**Hand rule for ionisation energies, affinities and second differences of spherical jellium clusters**

The table holds vertical ionisation energies, electron affinities and neutral second energy differences of spherical jellium clusters with 1 to 32 electrons at rs = 5.25 bohr, from spin-polarised Kohn-Sham LDA-PW92 with m-averaged shells (radks). The program fits IE, EA = L ± e²/2(R + d), with L = W + a·ln(N/Nmid) ± I·M/2N, to 56 values and compares it with a bare charged sphere and with a 3/8–5/8 split of the charging energy. With constants rounded to W = 2.32 eV, d = 1.5 bohr and a = I = 1.0 eV the rms error is 0.040 eV, against 0.159 eV for the bare sphere; it is 0.028 eV for p, d and f shells and 0.099 eV for s shells. Second differences, which are not fitted, are reproduced to 0.015 eV inside half-shells, while the peaks at N = 2 and N = 18–20 are missed by 0.13 to 0.21 eV. The output also works the rows N = 13 and 23 term by term and lists the error of every row from N = 2 to 32.

Spherical jellium clusters (background charge N, radius rs N^(1/3), rs = 5.25 bohr) in spin-polarised Kohn-Sham LDA (PW92), computed with the radks radial solver (version 2) with Libxc. Shells are m-averaged, numbered by radial order and filled by a greedy search that can miss a lower state. Ions are vertical; the second difference is E(N+1) + E(N−1) − 2E(N) of neutral clusters.

## Analysis program

```python
# Table: spherical jellium clusters, rs = 5.25 bohr, spin-polarised LDA-PW92 (radks): vertical IE, EA, neutral D2 (eV).
# Tested: IE,EA = L +- e^2/2(R+d), L = W + a ln(N/Nmid) +- I M/2N; D2 predicted; rivals: bare sphere, 3/8-5/8 split.
T = {
    'electrons': [1, 2, 3, 4, 5, 6, 7, 8, 9, 10, 11, 12, 13, 14, 15, 16, 17, 18, 19, 20, 21, 22, 23, 24, 25, 26, 27, 28, 29, 30, 31, 32],
    'unpaired_electrons': [1, 0, 1, 2, 3, 2, 1, 0, 1, 2, 3, 4, 5, 4, 3, 2, 1, 0, 1, 0, 1, 2, 3, 4, 5, 6, 7, 6, 5, 4, 3, 2],
    'highest_level': ['1s up', '1s up', '1p up', '1p up', '1p up', '1p down', '1p down', '1p up', '1d up', '1d up', '1d up', '1d up', '1d up', '1d down', '1d down', '1d down', '1d down', '1d up', '2s up', '2s up', '1f up', '1f up', '1f up', '1f up', '1f up', '1f up', '1f up', '1f down', '1f down', '1f down', '1f down', '1f down'],
    'ionisation_energy': [None, 4.26368, 3.2798, 3.62955, 3.81021, 3.46551, 3.64985, 3.76557, 2.98082, 3.13502, 3.25399, 3.3479, 3.4233, 3.14068, 3.2379, 3.31702, 3.38247, 3.43739, 3.26367, 3.0751, 2.9381, 3.00269, 3.05974, 3.11043, 3.15573, 3.19636, 3.23298, 3.00317, 3.05265, 3.09712, 3.13729, 3.17375],  # eV
    'second_energy_difference': [None, 0.69411, -0.46531, -0.29903, 0.24728, -0.24688, -0.17417, 0.733, -0.18083, -0.1497, -0.12518, -0.10563, 0.25406, -0.11674, -0.09906, -0.085109, -0.073926, 0.15553, 0.18276, 0.14265, -0.079279, -0.071728, -0.065153, -0.059389, -0.054261, -0.049806, 0.21719, -0.058571, -0.053588, -0.049212, -0.045378, None],  # eV
    'electron_affinity': [None, None, None, None, None, 1.1388, 1.3506, None, None, 1.0892, 1.237, 1.3611, 1.1347, 1.273, 1.3899, 1.4902, 1.5775, 1.4503, 1.3096, 1.1782, 1.2667, 1.3464, 1.4185, 1.4842, 1.5442, 1.5994, 1.3915, 1.4583, 1.5192, 1.5752, 1.6269, 1.6747],  # eV
}
import numpy as np
from scipy.optimize import least_squares
from scipy.constants import physical_constants as pc
Ha = pc['Hartree energy in eV'][0]; rs = 5.25
Ns = [int(n) for n in T['electrons']]
col = lambda k: {n: v for n, v in zip(Ns, T[k]) if v is not None}
IE, EA, D2 = col('ionisation_energy'), col('electron_affinity'), col('second_energy_difference')
el = {}; M = {0: 0}; k = 0   # Hund filling: electron k -> shell, Nmid, spin sign, mean moment
for name, g in [('1s', 1), ('1p', 3), ('1d', 5), ('2s', 1), ('1f', 7)]:
    mid = k + g + 0.5
    for j in range(2*g):
        k += 1; s = 1 if j < g else -1; M[k] = M[k-1] + s
        el[k] = (name, mid, s, (M[k] + M[k-1])/2)
assert all(M[n] == u and el[n][0] == h[:2] for n, u, h in zip(Ns, T['unpaired_electrons'], T['highest_level']))
C = lambda n, p: Ha/(rs*n**(1/3) + p[1])
dr = lambda k, n, p: p[2]*np.log(n/el[k][1])
ex = lambda k, n, p: p[3]*el[k][2]*el[k][3]/(2*n)
L = lambda k, n, p: p[0] + dr(k, n, p) + ex(k, n, p)
def res(p, f=0.5):
    r = {('IE', n): L(n, n, p) + f*C(n, p) - v for n, v in IE.items()}
    r.update({('EA', n): L(n+1, n, p) - (1-f)*C(n, p) - v for n, v in EA.items()})
    return r
rms = lambda x: float(np.sqrt(np.mean(np.square(list(x)))))
def fit(f=0.5, shell=1, nmax=99):
    m = np.array([1, 1, shell, shell])
    return least_squares(lambda x: [v for q, v in res(x*m, f).items() if q[1] <= nmax], [2.3, 1.5, 1, 1]).x*m
def show(t, p, r):
    w = sorted(r, key=lambda q: -abs(r[q]))[:2]
    print(f"{t}: W={p[0]:.3f} d={p[1]:.2f} a={p[2]:.3f} I={p[3]:.3f} rms={rms(r.values()):.3f} n={len(r)} worst", *[f"{q[0]}{q[1]} {r[q]:+.3f}" for q in w])
kF = (9*np.pi/4)**(1/3)/rs; EF = kF**2/2*Ha; Ix = 2*kF/(3*np.pi)*Ha
ac = 0.020   # correlation spin stiffness near rs 5, hartree, rough recalled value
print(f"eV, d in bohr; rounding floor <=5e-5 eV; E_F={EF:.2f} (2/3)E_F={2*EF/3:.2f} I(x)={Ix:.2f} I(xc,rough)={Ix-2*ac*Ha:.1f}")
p0, p1, p2, p3 = fit(shell=0), fit(), fit(0.375), fit(nmax=18)
show("bare sphere", p0, res(p0)); show("full rule", p1, res(p1)); show("full, 3/8-5/8", p2, res(p2, 0.375))
show("fit N<=18, errors N>=21", p3, {q: v for q, v in res(p3).items() if q[1] >= 21})
p = [round(p1[0], 2)] + [round(x, 1) for x in p1[1:]]; r = res(p); show("rounded rule", p, r)
sub = lambda c: rms(v for q, v in r.items() if c(q))
iss = lambda q: el[q[1] + (q[0] == 'EA')][0][1] == 's'
pct = lambda t, d: 100*np.mean([abs(r[t, n])/d[n] for n in d])
print(f"rounded rms: IE {sub(lambda q: q[0]=='IE'):.3f} ({pct('IE',IE):.1f}% mean) EA {sub(lambda q: q[0]=='EA'):.3f} ({pct('EA',EA):.1f}%)"
      f" N<=9 {sub(lambda q: q[1]<=9):.3f} N>=10 {sub(lambda q: q[1]>=10):.3f} s {sub(iss):.3f} p,d,f {sub(lambda q: not iss(q)):.3f}")
m2 = {n: L(n, n-0.5, p) - L(n+1, n+0.5, p) for n in D2}; e2 = {n: m2[n] - D2[n] for n in D2}
ins = [n for n in D2 if el[n][0] == el[n+1][0] and el[n][2] == el[n+1][2]]
pk = [n for n in D2 if n not in ins]; nd = [n*D2[n] for n in ins]
print(f"D2 rms: in-shell {rms(e2[n] for n in ins):.3f} peaks {rms(e2[n] for n in pk):.3f}; in-shell N*D2 mean {np.mean(nd):.2f} range {min(nd):.2f}..{max(nd):.2f}; -(a+I/2)={-p[2]-p[3]/2:.2f}")
for n in (13, 23):
    print(f"N={n} R={rs*n**(1/3):.2f} C/2={C(n,p)/2:.3f} Nmid={el[n][1]} drift={dr(n,n,p):+.3f} exch IE {ex(n,n,p):+.3f} EA {ex(n+1,n,p):+.3f}"
          f" -> IE {IE[n]+r['IE',n]:.3f} EA {EA[n]+r['EA',n]:.3f}; IE-EA table {IE[n]-EA[n]:.3f}")
gap, pol = 2.61083 - 1.70451, 1512.76   # further outputs of the N=8 run: 1p, 1d levels (eV), polarisability (bohr^3)
print(f"N=8: 1p-1d gap {gap:.3f}, rule a*ln(13.5/5.5)={p[2]*np.log(13.5/5.5):.3f}; alpha^(1/3)-R={pol**(1/3)-2*rs:.2f} bohr")
print("D2 table-rule 18..21:", *[f"{-e2[n]:+.3f}" for n in (18, 19, 20, 21)],
      f"; sum 18-20 table {sum(D2[n] for n in (18,19,20)):.3f} rule {sum(m2[n] for n in (18,19,20)):.3f}")
print("N shell | IE rule, err | EA rule, err | D2 rule, err (err = rule - table, eV)")
for n in IE:
    ea = f"{EA[n]+r['EA',n]:.3f} {r['EA',n]:+.3f}" if n in EA else "no EA in table"
    d2 = f"{m2[n]:+.3f} {e2[n]:+.3f}" if n in D2 else "no D2"
    print(f"{n} {el[n][0]} | {IE[n]+r['IE',n]:.3f} {r['IE',n]:+.3f} | {ea} | {d2}")
assert all(D2[n] < 0 for n in ins) and all(D2[n] > 0 for n in pk)
assert rms(res(p1).values()) < 0.6*rms(res(p0).values())
assert 0.5*2*EF/3 < p1[2] < 1.2*2*EF/3
```

Output:

```
eV, d in bohr; rounding floor <=5e-5 eV; E_F=1.82 (2/3)E_F=1.21 I(x)=2.11 I(xc,rough)=1.0
bare sphere: W=2.300 d=1.48 a=0.000 I=0.000 rms=0.159 n=56 worst IE3 +0.524 IE9 +0.417
full rule: W=2.323 d=1.46 a=0.966 I=0.987 rms=0.039 n=56 worst IE20 +0.126 IE2 -0.102
full, 3/8-5/8: W=2.560 d=1.22 a=0.945 I=0.982 rms=0.066 n=56 worst IE2 -0.252 EA6 -0.201
fit N<=18, errors N>=21: W=2.321 d=1.47 a=0.991 I=0.952 rms=0.023 n=24 worst IE24 -0.036 IE25 -0.035
rounded rule: W=2.320 d=1.50 a=1.000 I=1.000 rms=0.040 n=56 worst IE20 +0.122 IE2 -0.104
rounded rms: IE 0.042 (0.9% mean) EA 0.037 (1.9%) N<=9 0.054 N>=10 0.036 s 0.099 p,d,f 0.028
D2 rms: in-shell 0.015 peaks 0.117; in-shell N*D2 mean -1.44 range -1.66..-1.20; -(a+I/2)=-1.50
N=13 R=12.34 C/2=0.983 Nmid=13.5 drift=-0.038 exch IE +0.173 EA -0.173 -> IE 3.438 EA 1.126; IE-EA table 2.289
N=23 R=14.93 C/2=0.828 Nmid=27.5 drift=-0.179 exch IE +0.054 EA +0.076 -> IE 3.024 EA 1.389; IE-EA table 1.641
N=8: 1p-1d gap 0.906, rule a*ln(13.5/5.5)=0.898; alpha^(1/3)-R=0.98 bohr
D2 table-rule 18..21: -0.129 +0.209 -0.126 -0.009 ; sum 18-20 table 0.481 rule 0.527
N shell | IE rule, err | EA rule, err | D2 rule, err (err = rule - table, eV)
2 1s | 4.159 -0.104 | no EA in table | +0.522 -0.172
3 1p | 3.297 +0.017 | no EA in table | -0.451 +0.015
4 1p | 3.573 -0.057 | no EA in table | -0.315 -0.016
5 1p | 3.773 -0.037 | no EA in table | +0.304 +0.057
6 1p | 3.431 -0.034 | 1.050 -0.089 | -0.279 -0.032
7 1p | 3.633 -0.017 | 1.347 -0.004 | -0.225 -0.051
8 1p | 3.797 +0.032 | no EA in table | +0.710 -0.023
9 1d | 3.038 +0.057 | no EA in table | -0.161 +0.020
10 1d | 3.157 +0.022 | 1.083 -0.006 | -0.140 +0.010
11 1d | 3.261 +0.007 | 1.242 +0.005 | -0.124 +0.001
12 1d | 3.354 +0.007 | 1.383 +0.022 | -0.111 -0.006
13 1d | 3.438 +0.015 | 1.126 -0.008 | +0.270 +0.016
14 1d | 3.157 +0.016 | 1.270 -0.003 | -0.117 -0.001
15 1d | 3.250 +0.013 | 1.400 +0.010 | -0.107 -0.008
16 1d | 3.335 +0.018 | 1.519 +0.029 | -0.098 -0.013
17 1d | 3.413 +0.031 | 1.629 +0.051 | -0.090 -0.016
18 1d | 3.485 +0.048 | 1.362 -0.088 | +0.284 +0.129
19 2s | 3.184 -0.079 | 1.404 +0.094 | -0.026 -0.209
20 2s | 3.197 +0.122 | 1.150 -0.028 | +0.269 +0.126
21 1f | 2.913 -0.025 | 1.235 -0.032 | -0.070 +0.009
22 1f | 2.970 -0.032 | 1.314 -0.032 | -0.066 +0.006
23 1f | 3.024 -0.036 | 1.389 -0.029 | -0.062 +0.003
24 1f | 3.074 -0.036 | 1.460 -0.024 | -0.059 +0.000
25 1f | 3.122 -0.034 | 1.527 -0.017 | -0.056 -0.002
26 1f | 3.168 -0.029 | 1.591 -0.008 | -0.053 -0.003
27 1f | 3.211 -0.022 | 1.393 +0.001 | +0.204 -0.013
28 1f | 3.002 -0.001 | 1.460 +0.001 | -0.057 +0.001
29 1f | 3.050 -0.003 | 1.524 +0.005 | -0.055 -0.001
30 1f | 3.096 -0.001 | 1.585 +0.010 | -0.052 -0.003
31 1f | 3.140 +0.002 | 1.643 +0.016 | -0.050 -0.005
32 1f | 3.181 +0.008 | 1.699 +0.025 | no D2
```
